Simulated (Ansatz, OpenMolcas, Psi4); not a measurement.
**How methods differ on C2H7NSi (SMILES C=NC[SiH3])**

C2H7NSi has 11 atoms, charge 0, and is taken as a singlet. SMILES: `C=NC[SiH3]`. Geometry: relaxed at PBE0-D4/def2-TZVP. This is one conformer, not always the lowest.

Each level gives the vertical energy of the triplet above the singlet (eV). The values are calculated.

```tsv
level	kind	program	value (eV)	less CCSD(T)/cc-pVDZ	CPU time (all runs)
HF/cc-pVDZ	Hartree–Fock	OpenMolcas	3.68	-0.98	26 s
SVWN5/cc-pVDZ	LDA	Ansatz	4.30	-0.36	17 s
revPBE/cc-pVDZ	GGA	OpenMolcas	4.26	-0.40	2.2 min
r2SCAN/cc-pVDZ	meta-GGA	OpenMolcas	4.12	-0.54	3.3 min
M06-2X/cc-pVDZ	hybrid meta-GGA	OpenMolcas	4.49	-0.17	3 min
HSE06/cc-pVDZ	range-separated hybrid	Psi4	4.21	-0.45	2.5 min
MP2/cc-pVDZ	perturbation theory	Ansatz	4.84	+0.18	20 s
CCSD(T)/cc-pVDZ	coupled cluster or CI	Ansatz	4.66	0.00	3.3 min
CCSD/cc-pVDZ	coupled cluster or CI	Ansatz	4.57	-0.09	2.8 min
```

CCSD(T)/cc-pVDZ is the highest level here, not the true value. The values span 3.68 to 4.84 eV. CPU times are rough (shared hosts, several kinds of processor and program).

Every method places the triplet well above the singlet, but Hartree–Fock makes the gap much too small, at 3.68 eV against 4.66 eV with CCSD(T). Promoting an electron to the triplet unpairs two electrons. The singlet therefore has more opposite-spin correlation to lose, and Hartree–Fock leaves this out while already keeping parallel spins apart through exchange. MP2 restores the missing correlation but overshoots, and is the only method above CCSD(T). CCSD comes within 0.09 eV, so connected triples make only a small net contribution to the gap.

All the density functionals fall below CCSD(T), with M06-2X the closest. Their order does not follow the functional hierarchy: r2SCAN lies below both SVWN5 and revPBE, and the hybrid HSE06 also fails to improve on them. The excitation is probably from the nitrogen lone pair into the C=N π* orbital, with the silyl group a spectator. The vertical gap does not give the energy of the relaxed triplet, in which the weakened C=N bond can lengthen and twist.
